## Atom–atom polarisabilities of butadiene and the law of alternating polarity

### Problem

Butadiene, C1=C2–C3=C4, is treated in Hückel theory: one orthogonal $2p_z$ orbital per carbon, Coulomb integral $\alpha$, resonance integral $\beta$ between neighbours, four π electrons. Atoms 1 and 4 are terminal, 2 and 3 central. The molecule is alternant, since every bond joins the set $\{1,3\}$ to the set $\{2,4\}$. The orbitals are

$$E_k=\alpha+x_k\beta,\quad x_k=2\cos\frac{k\pi}{5},\quad c_{rk}=\sqrt{\tfrac25}\,\sin\frac{rk\pi}{5},\quad k=1,\dots,4 .$$

Illustrative inputs are $\beta=-2.40$ eV (a typical magnitude), an electron-attracting perturbation $\delta\alpha=-0.60$ eV on one atom, so that $h=\delta\alpha/\beta=0.25$, and a charge-feedback parameter $\omega=1.4$ (typical). The π population is $q_r=2\sum_i^{\rm occ}c_{ri}^2$ electrons and the bond order $p_{rs}=2\sum_i^{\rm occ}c_{ri}c_{si}$.

Find (a) the matrix $\pi_{rs}=\partial q_r/\partial\alpha_s$ in eV$^{-1}$, (b) the population shifts and second-order energies for the perturbation on C1 and on C2, (c) the first-order change of the bond orders, and (d) the size of the neglected terms.

### Statement of results

For a closed shell with real coefficients (Coulson and Longuet-Higgins, 1947),

$$\pi_{rs}=4\sum_i^{\rm occ}\sum_j^{\rm virt}\frac{c_{ri}c_{si}c_{rj}c_{sj}}{E_i-E_j}.$$

The matrix $\Pi=(\pi_{rs})$ is symmetric and negative semidefinite, and $\sum_s\pi_{rs}=0$. In a neutral, connected alternant hydrocarbon without nonbonding level, $\pi_{rs}<0$ for $r,s$ in the same set and $\pi_{rs}>0$ for opposite sets. The polarisabilities $\partial p_{rs}/\partial\alpha_t$ of its bonds vanish. Because $\beta<0$, values quoted in units of $1/\beta$ carry the opposite signs. For butadiene

$$\Pi=\frac{1}{10\sqrt5\,\beta}\begin{pmatrix}14&-9&1&-6\\-9&9&-1&1\\1&-1&9&-9\\-6&1&-9&14\end{pmatrix}.$$

### Why the formulas hold

**Sum over states.** The change $\delta\alpha_s$ has matrix elements $c_{sk}c_{si}\,\delta\alpha_s$, so $\delta c_{ri}=\sum_{k\ne i}c_{rk}c_{sk}c_{si}\,\delta\alpha_s/(E_i-E_k)$ and $\delta q_r=4\sum_i^{\rm occ}c_{ri}\,\delta c_{ri}$. Terms with both $i$ and $k$ occupied cancel in pairs, the numerator being symmetric and the denominator antisymmetric. The remainder is the formula above, visibly symmetric in $r,s$. For any real vector $v$,

$$\sum_{rs}v_r\pi_{rs}v_s=4\sum_{i,j}\frac{\left(\sum_r v_rc_{ri}c_{rj}\right)^2}{E_i-E_j}\le0,$$

since $E_i<E_j$. Orthogonality, $\sum_sc_{si}c_{sj}=0$, gives the sum rule. As $q_r=\partial E_\pi/\partial\alpha_r$, $\Pi$ is the Hessian of the π energy, and $\delta E_\pi=q_s\,\delta\alpha_s+\tfrac12\pi_{ss}\,\delta\alpha_s^2$ to second order.

**Signs.** Measure energies from $\alpha$, put $H'=H-\alpha$ and $G(iy)=(iy-H')^{-1}$, so that $G_{rs}=\sum_kc_{rk}c_{sk}/(iy-E_k)$. Under the stated conditions the occupied levels are exactly those with $E_k<0$. The principal value $\int dy/(iy-E)=-\pi\,\mathrm{sgn}E$ over the real line, with partial fractions, shows that $\int dy/[(iy-E_k)(iy-E_l)]$ vanishes for levels of equal sign and equals $2\pi/(E_{\rm occ}-E_{\rm virt})$ otherwise. Each occupied–virtual pair occurs twice in $G_{rs}^2$, hence

$$\pi_{rs}=\frac1\pi\int_{-\infty}^{\infty}G_{rs}(iy)^2\,dy,\qquad q_r-1=\frac1\pi\,\mathrm{P}\!\!\int_{-\infty}^{\infty}G_{rr}(iy)\,dy .$$

Write $G=-(iy+H')(y^2+H'^2)^{-1}$. In an alternant $H'$ connects only opposite sets and $H'^2$ only equal sets. Within a set $G_{rs}$ is therefore imaginary and odd in $y$, so $G_{rs}^2\le0$. Between sets it is real and even, so $G_{rs}^2\ge0$. The inequalities for $\pi_{rs}$ are strict when all resonance integrals are negative: in the large-$y$ expansion $\sum_nH'^n/(iy)^{n+1}$ the term belonging to the shortest path from $r$ to $s$ is nonzero.

**Bonds.** The odd $G_{tt}$ gives $q_t=1$ for any resonance integrals between opposite sets (the Coulson–Rushbrooke theorem). With $\partial E_\pi/\partial\beta_{rs}=2p_{rs}$,

$$2\,\frac{\partial p_{rs}}{\partial\alpha_t}=\frac{\partial^2E_\pi}{\partial\alpha_t\,\partial\beta_{rs}}=\frac{\partial q_t}{\partial\beta_{rs}}=0 .$$

The argument does not cover a pair $r,s$ within one set.

### (a) The matrix

The levels are $x=\pm1.618,\ \pm0.618$. With $a=0.3717$ and $b=0.6015$, where $a^2=(5-\sqrt5)/20$, $b^2=(5+\sqrt5)/20$ and $a^2b^2=1/20$,

$$\psi_1=(a,b,b,a),\quad\psi_2=(b,a,-a,-b),\quad\psi_3=(b,-a,-a,b),\quad\psi_4=(a,-b,b,-a).$$

The gaps $(E_i-E_j)/\beta$ are 2.236 for the orbital pairs (1,3) and (2,4), 3.236 for (1,4) and 1.236 for (2,3). The table lists the terms $c_{ri}c_{si}c_{rj}c_{sj}/(x_i-x_j)$, four times their sum, and the result of dividing by $\beta=-2.40$ eV.

| $rs$ | (1,3) | (1,4) | (2,3) | (2,4) | $\beta\pi_{rs}$ | $\pi_{rs}$/eV$^{-1}$ |
|---|---|---|---|---|---|---|
| 11 | 0.02236 | 0.00590 | 0.10590 | 0.02236 | 0.6261 | −0.2609 |
| 12 | −0.02236 | −0.01545 | −0.04045 | −0.02236 | −0.4025 | 0.1677 |
| 13 | −0.02236 | 0.01545 | 0.04045 | −0.02236 | 0.0447 | −0.0186 |
| 14 | 0.02236 | −0.00590 | −0.10590 | 0.02236 | −0.2683 | 0.1118 |
| 22 | 0.02236 | 0.04045 | 0.01545 | 0.02236 | 0.4025 | −0.1677 |
| 23 | 0.02236 | −0.04045 | −0.01545 | 0.02236 | −0.0447 | 0.0186 |

The reflection $1\leftrightarrow4$, $2\leftrightarrow3$ supplies the rest. Every row of $\Pi$ sums to zero, and the eigenvalues of $\beta\Pi$ are 0, 0.1708, 0.7155 and 1.1708, so none of $\Pi$ is positive.

The individual terms do not all have the sign of the total. The integrands do. With $u=y/|\beta|$ and $D=u^4+3u^2+1$,

$$|\beta|\,(G_{11},G_{12},G_{13},G_{14})=\frac{1}{D}\left(-iu(u^2+2),\ u^2+1,\ iu,\ -1\right),$$

$$|\beta|\,(G_{22},G_{23})=\frac{1}{D}\left(-iu(u^2+1),\ u^2\right).$$

The squares alternate in sign along the chain. The terminal atom is more self-polarisable than the central one in the ratio $14:9$, because the highest occupied and lowest virtual orbitals, which have the smallest gap, are concentrated on the ends.

### (b) Populations and energies

To first order $\delta q_r=\pi_{rs}\,\delta\alpha_s$. For example $\delta q_1=(-0.2609\ \text{eV}^{-1})(-0.60\ \text{eV})=0.1565$ electron. The net π charge changes by $-e\,\delta q_r$.

| perturbed atom | treatment | $\delta q_1$ | $\delta q_2$ | $\delta q_3$ | $\delta q_4$ |
|---|---|---|---|---|---|
| C1 | linear | 0.1565 | −0.1006 | 0.0112 | −0.0671 |
| C1 | diagonalised | 0.1546 | −0.0992 | 0.0110 | −0.0663 |
| C1 | linear, $\omega=1.4$ | 0.067 | −0.039 | −0.005 | −0.023 |
| C2 | linear | −0.1006 | 0.1006 | −0.0112 | 0.0112 |
| C2 | diagonalised | −0.1001 | 0.1001 | −0.0111 | 0.0111 |
| C2 | linear, $\omega=1.4$ | −0.039 | 0.050 | −0.005 | −0.005 |

The Hückel rows show alternating polarity: the set of the attracting atom gains electrons, the other set loses them. The decay is not monotonic. An attractor on C1 drains the far end C4 six times as strongly as it fills C3, whereas an attractor on C2 draws almost wholly on its double-bond partner C1.

The first-order energy is $q_s\,\delta\alpha_s=-0.60$ eV at either site, since $q_s=1$. The second-order part distinguishes them:

$$\tfrac12\pi_{11}\delta\alpha^2=\tfrac12(-0.2609\ \text{eV}^{-1})(0.60\ \text{eV})^2=-47.0\ \text{meV},\qquad\tfrac12\pi_{22}\delta\alpha^2=-30.2\ \text{meV}.$$

The terminal site is favoured by 16.8 meV in the model, for either sign of $\delta\alpha$.

### (c) Bond orders

The bond orders $p_{12}=2/\sqrt5=0.8944$ and $p_{23}=1/\sqrt5=0.4472$ have no first-order change. Diagonalisation with $h=0.25$ on C1 gives $p_{12}=0.8836$, a shift of $-0.0108$ that is even in $h$ and begins at $h^2$.

### (d) Neglected terms

**Higher orders in $h$.** The secular equations are $x^4-hx^3-3x^2+2hx+1=0$ for C1, with occupied roots 1.6581 and 0.7127, and $x^4-hx^3-3x^2+hx+1=0$ for C2, with roots 1.7157 and 0.6517. Their eigenvectors give the "diagonalised" rows, which differ from the linear ones by about 2 per cent at most. The energies beyond first order become $-46.7$ and $-30.1$ meV. The closeness has a reason. For a single perturbed site $G'_{rr}=G_{rr}+\delta\alpha\,G_{rs}^2/(1-\delta\alpha\,G_{ss})$. Here $G_{rs}^2$ is real and even in $y$ and $G_{ss}$ is imaginary and odd, so only the real part of the last factor survives integration:

$$\delta q_r=\frac{\delta\alpha}{\pi}\int_{-\infty}^{\infty}\frac{G_{rs}(iy)^2}{1+\delta\alpha^2\,|G_{ss}(iy)|^2}\,dy .$$

No level crosses $\alpha$, because $G_{ss}(0)=0$ leaves $\det H'$ unchanged. The shift is thus odd in $\delta\alpha$, the first correction is cubic and reduces the magnitude, and the alternating signs hold for a single-site perturbation of any strength.

**Electron repulsion.** Hückel theory lets charge accumulate at no cost. The ω technique estimates the cost by adding $\omega\beta(1-q_r)$ to each $\alpha_r$, which raises it by $\omega|\beta|=3.36$ eV per added electron. Then $\delta\mathbf q=\Pi(\delta\boldsymbol\alpha-\omega\beta\,\delta\mathbf q)$, or

$$\delta\mathbf q=(1+\omega\beta\Pi)^{-1}\,\Pi\,\delta\boldsymbol\alpha .$$

An eigenmode of $\beta\Pi$ with eigenvalue $\lambda$ is scaled by $1/(1+\omega\lambda)$, which is 0.81, 0.50 and 0.38 for the three nonzero modes. This correction rivals the effect itself. The larger shifts fall by factors of two to three, and the weak 1–3 and 2–4 responses change sign. The estimate is crude, since it contains on-site feedback only, but it shows that the alternation law is a theorem of the Hückel Hamiltonian whose smallest elements need not survive self-consistency. All shifts and energies here are the model's, for an assumed perturbation. The Hückel gain of 0.15 electron on a perturbed terminal atom is likely too large for a real diene, by a factor near two on the ω estimate, while the order terminal above central persists (0.067 against 0.050 electron).